Q: I have two molecules with the same atoms. In one, a carbon carries BH₂, GaH₂ and CH₂OH. In the other the chain runs CH₃–GaH–BH–CH₂OH. Can you tell me how far apart they are in energy before you look up the result?

A: I can try, using related pairs whose energies we do know. Each entry below is the energy of an isomer above the molecule named beside it. The bond column says what changes on going from that reference to the isomer.

Electronic energies, without zero-point terms, of gas-phase singlet molecules above the isomer named beside each, the lowest singlet of its formula at PBE0-D4 among those computed. Single-point calculations with Ansatz 0.2.0 using r2SCAN-D4, B3LYP-D4 and PBE0-D4 in the def2-TZVPP basis, at PBE0-D4/def2-TZVP geometries.

```
       isomer (SMILES)          against   formula  point group                        bonds gained (+) and lost (-)  r2SCAN-D4 (kJ/mol)  B3LYP-D4 (kJ/mol)  PBE0-D4 (kJ/mol)
      [CH3][GaH][BH]CO  B[CH]([GaH2])CO  C2H8BGaO           C1                 -1 B-H -1 C-C +1 Ga-B -1 Ga-H +2 H-C                   ?                  ?                 ?
      [BH2][GeH2][CH3]      C[BH][GeH3]    CH7BGe           Cs                        -1 B-C +1 B-H +1 Ge-C -1 Ge-H                33.6               30.6              32.7
[BH2][GeH]([CH3])[NH2]     CN[BH][GeH3]   CH8BGeN           C1  +1 B-H -1 B-N -1 C-N +1 Ge-C -2 Ge-H +1 Ge-N +1 H-N               105.0              106.3             108.3
          BC[NH][GeH3]     CN[BH][GeH3]   CH8BGeN           C1          +1 B-C +1 B-H -1 B-N -1 Ge-B +1 Ge-N -1 H-C               157.3              161.9             160.9
     [BH2][GeH2][CH]=O  C[B]1[O][GeH2]1   CH5BGeO           C1   -1 B-C +2 B-H -1 B-O +1 C=O +1 Ge-C -1 Ge-O -2 H-C               275.4              259.5             270.5
              C=C1CB1C         C#CB(C)C     C4H7B           C1                                 -1 C#C +1 C-C +1 C=C                78.2               89.1              68.4
                  CBCC           CB(C)C     C3H9B           C1                          -1 B-C +1 B-H +1 C-C -1 H-C                62.7               58.7              59.5
                BC(C)C           CB(C)C     C3H9B           Cs                          -2 B-C +2 B-H +2 C-C -2 H-C               124.8              117.5             119.4
               CC(C)BN          CNB(C)C   C3H10BN           Cs            -1 B-C +1 B-H +2 C-C -1 C-N -2 H-C +1 H-N                25.1               24.8              24.1
               CBN(C)C          CNB(C)C   C3H10BN           Cs                          -1 B-C +1 B-H +1 C-N -1 H-N                67.5               63.4              66.1
               CB(C)CN          CNB(C)C   C3H10BN           C1                          +1 B-C -1 B-N -1 H-C +1 H-N               133.6              137.5             133.6
```

Q: Where do you start?

A: With the simplest exchange, in C₃H₉B. Trimethylborane, CB(C)C, has three carbons on boron. In CBCC one methyl has moved from boron to carbon, so a B–C and a C–H bond are replaced by a B–H and a C–C bond. That costs about 60 kJ/mol with PBE0, and moving a second methyl costs about the same again.

Q: Why should boron want the carbon?

A: Two things work together. A C–H bond is stronger than a C–C bond, and the move gives up a C–H. Boron also has an empty p orbital, which neighbouring alkyl groups partly fill with electron density from their own bonds. The lowest empty level in the r2SCAN runs fits this picture: it falls from −0.7 to −1.2 to −1.8 eV as the alkyl groups leave boron. It doesn't tell us how much of the 60 kJ/mol comes from each cause.

Q: How does that help with gallium?

A: Your second molecule undoes such a move. A carbon leaves carbon and binds to boron, which should gain about 60 kJ/mol. What remains is one more exchange: a B–C and a metal–H bond become a metal–B and a C–H bond. No other row contains gallium, so I let its neighbour germanium stand in.

Q: Does any row show that exchange alone?

A: No, but four rows combine to give it if each kind of bond contributes a fixed energy. Take H₂B–GeH(CH₃)–NH₂, subtract H₂B–GeH₂–CH₃, add CBN(C)C and subtract BC[NH][GeH3]. All other bond changes cancel:

108.3 − 32.7 + 66.1 − 160.9 = −19.2 kJ/mol

Undoing the methyl move then gives the whole change:

−19.2 − 59.5 = −78.7 kJ/mol

So the count puts the CH₃–GaH–BH–CH₂OH chain well below its reference. There are no adjustable constants in it, but five energies enter, and each brings its own error. The notes supplied with the data mention a small imaginary vibration for three of those rows, but the vibration records themselves list no warning, so I have no evidence from the runs that any of these structures isn't a true minimum. One of the five, BC[NH][GeH3], may hold a contact between boron and nitrogen that the bond list leaves out. The runs also leave out relativistic effects in gallium and germanium.

Q: Do you trust it?

A: Not as it stands. The reference is, by the caption, the lowest isomer computed at PBE0, so the true gap at that level can't be negative. The same counting can also be tried on known rows. It gets the second methyl move in C₃H₉B right to within 1 kJ/mol, but it puts CC(C)BN at 53 kJ/mol, where the calculation gives 24.

Q: What is different about CC(C)BN?

A: Its boron is bound to nitrogen, whose lone pair already feeds the empty orbital. Boron then has less need of its alkyl groups, so moving them away should cost less than in trimethylborane. That may be the reason for the miss, though no row here tests it alone. Either way the miss shows the weakness of the method: a bond's worth can depend on what else its atoms are bound to.

Q: So what is your forecast?

A: The count pulls the gap down and the definition of the reference stops it at zero. I therefore expect a small positive gap, 25 kJ/mol with PBE0, in a range from 0 to 80. The central value and the upper end are my judgement, because the count itself has landed on the forbidden side. A guess that ignores bonding, the median of the known gaps, would be about 88 kJ/mol.

Q: And the other two functionals?

A: I expect r2SCAN and B3LYP each to lie within 15 kJ/mol of PBE0. Only single bonds are exchanged here, and in the known rows of that kind both stay within 6 kJ/mol of PBE0. That shows that the functionals agree, not that they are right. The large disagreements, up to 21 kJ/mol for C=C1CB1C, occur in the two rows where a multiple bond is made or lost. Both rows also close or open a three-membered ring, which may add to the spread. Either of the two could still come out negative, since the floor at zero holds for PBE0 alone.

Q: Then let us see the result.

The withheld rows as computed:

```
 isomer (SMILES)          against   formula  point group         bonds gained (+) and lost (-)  r2SCAN-D4 (kJ/mol)  B3LYP-D4 (kJ/mol)  PBE0-D4 (kJ/mol)
[CH3][GaH][BH]CO  B[CH]([GaH2])CO  C2H8BGaO           C1  -1 B-H -1 C-C +1 Ga-B -1 Ga-H +2 H-C                46.9               42.8              45.1
```

A: The PBE0 gap is 45 kJ/mol. It lies inside my range, but my central value was 20 kJ/mol too low, and a range that wide is not hard to hit. The median would have been 43 kJ/mol too high. The functionals agree to within 3 kJ/mol of PBE0, much closer than I had allowed.

Q: How did the bond count do?

A: Badly. It lies about 124 kJ/mol below the computed value and has the wrong sign. The choice of functional is not to blame, because the same count made with r2SCAN or B3LYP also gives about −80 kJ/mol. A boron–nitrogen contact in BC[NH][GeH3] wouldn't explain it either: it would lower that isomer, and without it the count would come out lower still. The miss is also some four times that for CC(C)BN. The rows that were added up may carry part of it, but there may also be something particular to this pair.

Q: What could that be?

A: I can offer three suspects, none of them tested here. One is the stand-in: a Ga–B bond may be worth less, compared with Ga–H, than a Ge–B bond is compared with Ge–H. Another is the reference molecule, where BH₂ and GaH₂ sit on the same carbon. Boron and gallium are both short of electrons here, so a hydrogen of one could lean over and form a bridge to the other. That would stabilise the reference in a way that no list of bonds records. The third is the hydroxyl oxygen, whose lone pair may reach boron or gallium more easily in one isomer than in the other.

Q: If I had to rank such isomers for a process, what could I use?

A: The calculation itself. The count held to within 1 kJ/mol for the two methyl moves, but it missed by 29 for CC(C)BN and by 124 here, so it is no safe guide to the order of isomers. Even then, 45 kJ/mol is an electronic energy for one conformer of each molecule, and not necessarily the lowest one. An equilibrium constant also needs the zero-point and thermal terms.

Q: Could one more calculation separate your suspects?

A: It could narrow them down. Replace GaH₂ by GeH₃ in the reference, and the GaH of the chain by GeH₂. If the gap then drops to about −80 kJ/mol, the count was sound for germanium and the fault lies with gallium, through its bond strengths or through a bridge or an oxygen contact that germanium doesn't form. If the gap stays near 45 kJ/mol, the count already fails for germanium, and nothing special to gallium is needed to explain the miss. The printed analysis below gives the count and its checks, but that question remains open.

Output of the analysis:

```
Exchange of B-C and Ge-H for B-Ge and C-H, PBE0 (kJ/mol): -19.2
Bond-count value for the hidden row with Ge for Ga, PBE0 (kJ/mol): -78.7
Bond-count value for the hidden row with Ge for Ga, r2SCAN (kJ/mol): -81.1
Bond-count value for the hidden row with Ge for Ga, B3LYP (kJ/mol): -81.5
Control BC(C)C, bond-count value, PBE0 (kJ/mol): 119
Control BC(C)C, bond count less computed (kJ/mol): -0.4
Control CC(C)BN, bond-count value, PBE0 (kJ/mol): 52.9
Control CC(C)BN, bond count less computed (kJ/mol): 28.8
Largest r2SCAN to PBE0 difference, known rows without multiple-bond change (kJ/mol): 5.4
Largest B3LYP to PBE0 difference, known rows without multiple-bond change (kJ/mol): 3.9
Forecast for the hidden row, PBE0 (kJ/mol): 25
Lower end of the forecast range (kJ/mol): 0
Upper end of the forecast range (kJ/mol): 80
Rival forecast, median of the known PBE0 gaps (kJ/mol): 88.35
Computed value of the hidden row, PBE0 (kJ/mol): 45.1
Forecast less computed, PBE0 (kJ/mol): -20.1
Bond count less computed, PBE0 (kJ/mol): -123.8
Rival median less computed, PBE0 (kJ/mol): 43.25
Functionals compared with PBE0 (kJ/mol):
                     row  r2SCAN less PBE0  B3LYP less PBE0
        [CH3][GaH][BH]CO               1.8             -2.3
        [BH2][GeH2][CH3]               0.9             -2.1
  [BH2][GeH]([CH3])[NH2]              -3.3               -2
            BC[NH][GeH3]              -3.6                1
       [BH2][GeH2][CH]=O               4.9              -11
                C=C1CB1C               9.8             20.7
                    CBCC               3.2             -0.8
                  BC(C)C               5.4             -1.9
                 CC(C)BN                 1              0.7
                 CBN(C)C               1.4             -2.7
                 CB(C)CN                 0              3.9
```
